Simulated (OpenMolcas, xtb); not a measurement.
# BSiH3O (SMILES B1O[SiH2]1): the dipole moment, rung by rung

BSiH3O has 6 atoms, charge 0, and is taken as a singlet. As SMILES, `B1O[SiH2]1`. The coordinates come from a GFN2-xTB relaxation.

Each level gives the dipole moment (D). The values are calculated.

```tsv
level	kind	program	value (D)	CPU time
GFN2-xTB	semi-empirical	xtb	1.81	under 2 s
GFN0-xTB	semi-empirical	xtb	3.10	under 2 s
GFN1-xTB	semi-empirical	xtb	2.31	under 2 s
HF/STO-3G	Hartree–Fock	OpenMolcas	1.72	1.7 s
HF/3-21G	Hartree–Fock	OpenMolcas	2.34	1.8 s
HF/def2-SVP	Hartree–Fock	OpenMolcas	2.04	3.1 s
HF/def2-TZVP	Hartree–Fock	OpenMolcas	1.92	19 s
B3LYP/6-31G* (spherical functions)	global hybrid	OpenMolcas	1.33	12 s
B3LYP/6-31G* (Cartesian functions)	global hybrid	OpenMolcas	1.33	13 s
B3LYP/cc-pVDZ	global hybrid	OpenMolcas	1.31	13 s
```

The values span 1.31 to 3.10 D. Sets without polarisation functions give poor dipoles. CPU times are rough (shared hosts, several kinds of processor): they show what a rung costs within a factor of a few.

The dipole of this strained B–O–Si ring depends more on the electronic treatment than on the choice among polarised basis sets. Oxygen draws σ density from the electropositive boron and silicon, while its π-type lone pair donates back into the formally empty boron p orbital, so the net moment reflects a balance between opposing charge shifts. All three B3LYP values lie below every Hartree–Fock value, probably because Hartree–Fock makes the bonds to oxygen too ionic and correlation returns some of that charge.

Within Hartree–Fock, the moment falls from 3-21G through def2-SVP to def2-TZVP, but STO-3G breaks the sequence. Its 1.72 D lies near the def2-TZVP value of 1.92 D without indicating convergence. Likewise, the closeness of GFN2-xTB to def2-TZVP Hartree–Fock doesn't establish its accuracy, since B3LYP gives a clearly smaller moment. The close agreement among the B3LYP results shows little sensitivity to the choice of double-zeta basis, but leaves the effect of a triple-zeta or diffuse set untested.
